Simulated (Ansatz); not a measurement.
ZrC: energy less free atoms and pressure against volume per atom

Periodic Kohn-Sham DFT of a crystal at fixed atoms; pressure and stress are positive in compression; the energy is the free energy less that of spherical unpolarised free atoms; site moments are those in the method's own spheres, positive along +z. The results are calculated, by Ansatz 0.2.0.

Cell of the first row (space group Fm-3m, No. 225):
```
cell vectors (Å)
   0.0000     2.3022     2.3022
   2.3022     0.0000     2.3022
   2.3022     2.3022     0.0000
atoms (fractions of the cell vectors)
Zr  0.50000  0.50000  0.50000
C   0.00000  0.00000  0.00000
```

Settings of every row: method all-electron LAPW; functional PBEsol; relativity scalar; k mesh 15x15x15; filling fermi-dirac; smearing width 0.05 eV; basis error target 0.25 meV/atom; nucleus gaussian.

Atom start moment: 0 on all atoms.

```csv
row,volume per atom (Å³),energy less free atoms (eV/atom),pressure (GPa)
1,12.202,-9.655,10.763
2,12.209,-9.6555,10.615
3,12.462,-9.6678,5.133
4,12.592,-9.6709,2.529
5,12.722,-9.672,0.055
6,12.981,?,?
7,13.111,-9.6638,-6.647
8,13.241,-9.6575,-8.661
9,13.371,-9.6497,-10.574
10,13.501,-9.6404,-12.39
11,13.76,-9.6176,-15.753
```

Question: what energy less free atoms and pressure should row 6 give?

Worked fit of energy less free atoms. Take u = (V_r/V)^(2/3) − 1 with V_r = 12.916 Å³ an atom, which is twice the finite (Eulerian) strain; such expansions in the strain, on which the Birch-Murnaghan equation of state is built, carry the rest volume and the bulk modulus. The shown rows have u = 0.03864, 0.03824, 0.02414, 0.01708, 0.01014, -0.00994, -0.01643, -0.02282, -0.0291, -0.04132. Least squares give energy less free atoms = −9.6699 − 0.4127 × u + 20.65 × u² eV/atom; a straight line predicts inner rows, each left out in turn, worse (root mean square 0.012 against 4e-05 eV/atom). All shown rows lie on it to the printed digit. Its lowest point lies at u = 0.0100, or V = 12.72 Å³ an atom, and the curvature there gives the bulk modulus at fixed shape and fractions, B = (4/9)(1 + u)² E″(u)/V = 236 GPa. The withheld row has u = -0.00334, so the fit gives −9.6699 − 0.4127 × (-0.00334) + 20.65 × (-0.00334)² = -9.6683 eV/atom.

The calculation gave -9.6683 eV/atom. The fit meets it to the printed digit.

Worked fit of pressure. Take u = (V_r/V)^(2/3) − 1 with V_r = 12.916 Å³ an atom, which is twice the finite (Eulerian) strain; such expansions in the strain, on which the Birch-Murnaghan equation of state is built, carry the rest volume and the bulk modulus. The shown rows have u = 0.03864, 0.03824, 0.02414, 0.01708, 0.01014, -0.00994, -0.01643, -0.02282, -0.0291, -0.04132. Least squares give pressure = −3.4149 + 333.129 × u + 858.54 × u² + 523 × u³ GPa; a parabola predicts inner rows, each left out in turn, worse (root mean square 0.011 against 0.0059 GPa). The rows lie off it by -0.006, 0.006, -0.001, 0.001, 0.003, -0.005, -0.002, 0.002, 0.005, -0.002 (root mean square 0.0038 GPa). The pressure vanishes at u = 0.0100, or V = 12.72 Å³ an atom, and there the bulk modulus at fixed shape and fractions is B = −V dP/dV = (2/3)(1 + u) dP/du = 236 GPa. The withheld row has u = -0.00334, so the fit gives −3.4149 + 333.129 × (-0.00334) + 858.54 × (-0.00334)² + 523 × (-0.00334)³ = -4.518 GPa.

The calculation gave -4.527 GPa. The fit lies 0.009 GPa (0.034 % of the column's range) above it; its largest miss of a shown row is 0.006 GPa.
